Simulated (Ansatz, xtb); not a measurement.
**Relative energy of two isomers of C4H11NSi2**

Structure I is `C=C1CN([SiH2]C)[SiH2]1`, a singlet and structure II is `C=CN1[SiH2]CC[SiH2]1`, a singlet. Both are isolated molecules in the gas phase, relaxed with B3LYP-D3(BJ)/def2-SVP; the shapes shown needn't be the lowest conformers.

I (Å):

```xyz
18

C     0.6800    1.7217   -2.8535
C     0.8337    1.2263   -1.6264
C     0.5314    1.8679   -0.2670
C     1.5540   -0.9842    2.8855
N     0.9476    0.7416    0.6100
Si    0.9046    0.6956    2.3466
Si    1.4131   -0.3145   -0.7151
H     0.2852    2.7307   -3.0267
H     0.9410    1.1413   -3.7439
H     1.1219    2.7880   -0.0898
H    -0.5383    2.1292   -0.1482
H     1.7390    1.7924    2.9336
H    -0.4888    0.9051    2.8551
H     1.5515   -1.0749    3.9834
H     0.9292   -1.7957    2.4781
H     2.5884   -1.1353    2.5364
H     0.6287   -1.5778   -0.8775
H     2.8579   -0.6931   -0.7994
```

II (Å):

```xyz
18

C    -0.3836    2.2305   -1.7339
C    -0.3299    1.0191   -1.1565
C     2.2905    0.5393    2.0395
C     2.1354   -0.9249    1.5518
N     0.5206    0.6207   -0.1200
Si    1.7015    1.6922    0.6536
Si    0.5417   -1.0218    0.5355
H     0.2617    3.0587   -1.4271
H    -1.0909    2.4200   -2.5423
H    -1.0087    0.2359   -1.5182
H     2.7848    2.0803   -0.2989
H     1.0661    2.9426    1.1604
H     1.6422    0.7175    2.9151
H     3.3205    0.7594    2.3652
H     2.9715   -1.1930    0.8826
H     2.1583   -1.6444    2.3866
H    -0.6636   -1.3061    1.3745
H     0.5773   -2.0344   -0.5605
```

Which of the two would you expect CCSD(T)/def2-SVP + ΔMP2/def2-TZVPP electronic energies to favour?

Structure II; the calculation gives E(II) − E(I) = −19.1 kcal/mol.

The same difference at several levels:

```
                             level               geometry  E(II) − E(I) (kcal/mol)  departure from the last row (kcal/mol)  job, with rough time for the two
                          GFN2-xTB               GFN2-xTB                     −16.9                                    +2.2              optimisation, 0.36 s
                         HF/STO-3G               GFN2-xTB                     −27.3                                    −8.2               single point, 0.5 s
                r2SCAN-D4/def2-SVP               GFN2-xTB                     −22.1                                    −3.0               single point, 5.5 s
             B3LYP-D3(BJ)/def2-SVP  B3LYP-D3(BJ)/def2-SVP                     −20.9                                    −1.8                optimisation, 78 s
                       HF/def2-SVP  B3LYP-D3(BJ)/def2-SVP                     −17.9                                    +1.2           part of the CCSD(T) run
                      MP2/def2-SVP  B3LYP-D3(BJ)/def2-SVP                     −20.7                                    −1.6           part of the CCSD(T) run
                  CCSD(T)/def2-SVP  B3LYP-D3(BJ)/def2-SVP                     −19.9                                    −0.8                      single point
CCSD(T)/def2-SVP + ΔMP2/def2-TZVPP  B3LYP-D3(BJ)/def2-SVP                     −19.1                                                       single point, 2 min
```

As drawn, both hold the same kinds of bond in the same numbers. Structure I has 1 methyl group, II 0. Structure I has a 4-membered ring, II a 5-membered ring.

The levels shown agree on the order. The largest departure from CCSD(T)/def2-SVP + ΔMP2/def2-TZVPP is that of HF/STO-3G, 8.2 kcal/mol. The last row adds to CCSD(T) the change of the MP2 difference between the two basis sets, here +0.8 kcal/mol.

With thermal terms from frequencies at re-optimised GFN2-xTB minima (ideal gas, soft modes damped towards free rotors, one conformer each, 298.15 K, 1 atm): the zero-point term adds +1.6 kcal/mol; ΔH is −18.2 and ΔG −16.4 kcal/mol.

The correlated steps freeze 15 core orbitals. Codes used: Ansatz 0.2.0, xtb 6.7.1; the last row on 4 threads of Arm Neoverse V1 on a shared host.

Structure II is clearly the more stable of the two, and since the bond types match, the gap must come from how the bonds are arranged. The main cause is probably angle strain: the four-membered ring of I squeezes the angles at nitrogen, silicon and an sp² ring carbon, whereas the five-membered ring of II is far less strained. II also has its vinyl group on nitrogen, nearly coplanar with the NSi₂ unit, so the lone pair can conjugate with the C=C bond as in an enamine. In I a saturated CH₂ separates the two.

Hartree–Fock in def2-SVP already gives −17.9 kcal/mol, so correlation isn't what sets the order. The overshoot in STO-3G more likely reflects the minimal basis, which has too little flexibility for strained bonds and polar Si–N bonds. Entropy favours I slightly, plausibly through its freely turning methylsilyl arm, but not nearly enough to reverse the preference. The energies don't separate ring strain from conjugation; that would take reference reactions that isolate each effect.
